# Where a stretched radical loses and gains an electron

The molecule is a radical with twelve atoms, written here as element plus row number: O1, C2, Si3 and so on. One electron is removed or added while the nuclei stay fixed, and the change in density is divided among the atoms. "Fukui minus" is each atom's share of the electron removed, "fukui plus" its share of the electron added. Each column adds up to one electron within rounding.

Hirshfeld-condensed Fukui functions of the neutral doublet radical [O]C[SiH2]O[SiH3] (CH7O2Si2), computed with PySCF 2.14.0 at the B3LYP/def2-SVP level. One electron is removed or added at the fixed GFN2-xTB geometry of the radical, and both resulting ions are singlets.

| row | fukui minus (e) | computed element | fukui plus (e) |
| --- | --- | --- | --- |
| 1 | 0.135 | O | 0.246 |
| 2 | 0.129 | C | 0.082 |
| 3 | 0.130 | Si | 0.194 |
| 4 | 0.053 | O | 0.027 |
| 5 | 0.088 | Si | 0.069 |
| 6 | 0.066 | H | 0.084 |
| 7 | 0.082 | H | 0.072 |
| 8 | 0.059 | H | 0.065 |
| 9 | 0.056 | H | 0.056 |
| 10 | 0.058 | H | 0.030 |
| 11 | 0.096 | H | 0.048 |
| 12 | 0.047 | H | 0.026 |

## 1. Which atoms give, and which take?

In removal, O1, C2 and Si3 lead with about 0.13 e each. In attachment, O1 takes 0.25 e and Si3 0.19 e, while C2 falls back to 0.08 e, the level of a hydrogen atom. The same oxygen and the same silicon are thus prominent in both processes. The carbon between them stands out only in removal.

## 2. Does the charge of an atom tell its role?

A simple electrostatic guess lets the most negative atom give the electron. That atom is O4, with a charge of −0.29 e, yet it supplies only 0.05 e. Charge records how much density has gathered on an atom, whereas a Fukui function records how readily that density changes. The charge on O4 sits mostly in filled, low-lying orbitals: its lone pairs and its bonds to silicon. A radical also has one half-filled orbital, and this is the natural place both to take an electron from and to put one in.

## 3. Why should that orbital favour O1 and Si3?

The shape of the molecule gives the clue. The C2–Si3 distance is 2.04 Å, against roughly 1.9 Å for a normal bond, and the O1–C2 distance of 1.29 Å lies between a single and a double bond. The molecule is partway to formaldehyde plus a silyl radical. Three electrons are then shared along the chain O1–C2–Si3: one from the oxygen and two from the weakened C–Si bond.

The allyl radical is a simpler system of this kind, with three π electrons on three carbon atoms in a row. Its half-filled orbital is large on both ends and has a node at the middle atom. Fukui plus follows this pattern, high on O1 and Si3 and low on C2. Fukui minus does not, since C2 there counts as much as the two ends. The analogy is limited, because the two ends here are different elements and the node need not fall exactly on the carbon. The orbital itself has not been plotted, so this assignment is an argument from shape and electron count.

## 4. What would change if the C–Si bond were closed or broken?

Two limits show the direction. With the C–Si bond intact, its two electrons lie low and the half-filled orbital stays mainly on O1, as in an ordinary alkoxy radical. With the bond fully broken, formaldehyde has all its electrons paired and the half-filled orbital belongs to Si3. The table describes a point between these limits, where both atoms count.

The result therefore depends on the geometry, which comes from a tight-binding method. If a relaxation with the density functional shortened the C–Si bond, attachment should shift from Si3 towards O1.

## 5. Should the two columns be equal?

Suppose that all other electrons stay frozen, and that the half-filled orbital has the same shape for either spin. Removal then empties the half-filled orbital and attachment fills it. Both changes equal the density of that one orbital, so fukui plus should equal fukui minus on every atom. In a closed-shell molecule there would be no such rule, because the electron leaves one orbital and enters another.

For O1 the rule predicts 0.135 e from the removal column, but the calculation gives 0.246 e. Over all twelve atoms, the two columns place 0.20 of the one electron differently. The typical miss is 0.04 e, compared with 0.06 e if every atom simply took an equal share. The output below gives the comparison atom by atom. The one-orbital picture rightly names O1 and Si3 as main sites, but it wrongly adds C2 and misses the weights.

## 6. Why does the frozen picture fail?

At least part of the reason is that the other electrons move. The density of a single orbital is never negative, yet in some regions the density rises when an electron is removed, by 0.21 e in all. Attachment shows the corresponding effect, with a loss of 0.26 e in places. Such regions can only come from relaxation of the remaining electrons.

Removal draws more on the terminal SiH₃ group than attachment does, 0.29 e against 0.17 e. One possible route is the contact between O1 and Si5, which are only 2.38 Å apart. H11 lies almost opposite this contact and gives nearly twice the mean of the other two hydrogens on Si5. An electron-poor O1 may pull density from the Si5–H11 bond through the contact. This remains a guess, because H11 leads the other two by a similar factor, about 1.7, in attachment as well.

The removal column also holds only for the singlet cation, in which the half-filled orbital has been emptied. Simple alkoxy cations can have a triplet ground state. There the electron would leave a different orbital, and the shares could change.

## 7. Can the added electron be trusted to stay?

The total energies say that it is bound by 1.52 eV, but the highest occupied level of the anion is positive, which would mean an unbound electron. A short estimate shows how both can come out of one calculation. The energy of attachment is the average of the orbital level while it is being filled. If the level rises evenly, this is the mean of its first and last values.

The level starts at −3.785 eV, the lowest empty level of the neutral radical, and the mean must be −1.523 eV. The final value is therefore 2 × (−1.523) + 3.785 ≈ +0.74 eV, positive as the calculation warns. With an exact functional the level would not move during filling. It rises here because the approximate functional lets an electron partly repel itself.

The basis set has no diffuse functions and so helps to hold this electron close to the nuclei. The affinity and the fukui plus column are uncertain for that reason. The positive level alone thus does not show that the electron would leave, but this calculation cannot prove that it stays.

## 8. Which digits carry meaning?

In removal, O1, C2 and Si3 differ by at most 0.006 e. A change of basis, geometry or rule for dividing the density could easily reverse their order, so they are best read as equal. The contrasts between atoms of one element are much larger: in attachment O1 takes about nine times as much as O4, and Si3 nearly three times as much as Si5. For this geometry, those contrasts are the result to keep.

Numerical output:

```
Charge of the neutral and miss of the one-orbital model:
  row  Hirshfeld charge (e)  fukui plus less fukui minus (e)
    1                -0.137                            0.111
    2                -0.043                           -0.047
    3                  0.47                            0.064
    4                -0.294                           -0.026
    5                 0.366                           -0.019
    6                 0.039                            0.018
    7                 0.032                            -0.01
    8                 -0.07                            0.006
    9                 -0.07                                0
   10                -0.084                           -0.028
   11                -0.119                           -0.048
   12                -0.089                           -0.021
Distance O1 to C2 (A): 1.293
Distance C2 to Si3 (A): 2.039
Distance O1 to Si5 (A): 2.38
Angle O1-Si5-H11 (degrees): 173.8
Spread of fukui minus among O1, C2 and Si3 (e): 0.006
Fukui minus summed over O1, C2 and Si3 (e): 0.394
Fukui plus summed over O1, C2 and Si3 (e): 0.522
Fukui plus summed over O1 and Si3 (e): 0.44
Ratio O1 to O4, fukui minus: 2.547
Ratio O1 to O4, fukui plus: 9.111
Ratio Si3 to Si5, fukui minus: 1.477
Ratio Si3 to Si5, fukui plus: 2.812
Ratio H11 to mean of H10 and H12, fukui minus: 1.829
Fukui minus summed over the SiH3 group (e): 0.289
Fukui plus summed over the SiH3 group (e): 0.173
Correlation of fukui minus with fukui plus: 0.7961
Charge placed differently by the two functions (e): 0.199
Rms miss of fukui plus if equal to fukui minus (e): 0.0444
Rms miss of fukui plus if shared equally by all atoms (e): 0.06499
Correlation of fukui minus with atomic charge: 0.3955
Correlation of fukui plus with atomic charge: 0.3616
Estimated highest occupied level of the anion (eV): 0.739
Depth of the lowest empty level less the affinity (eV): 2.262
```
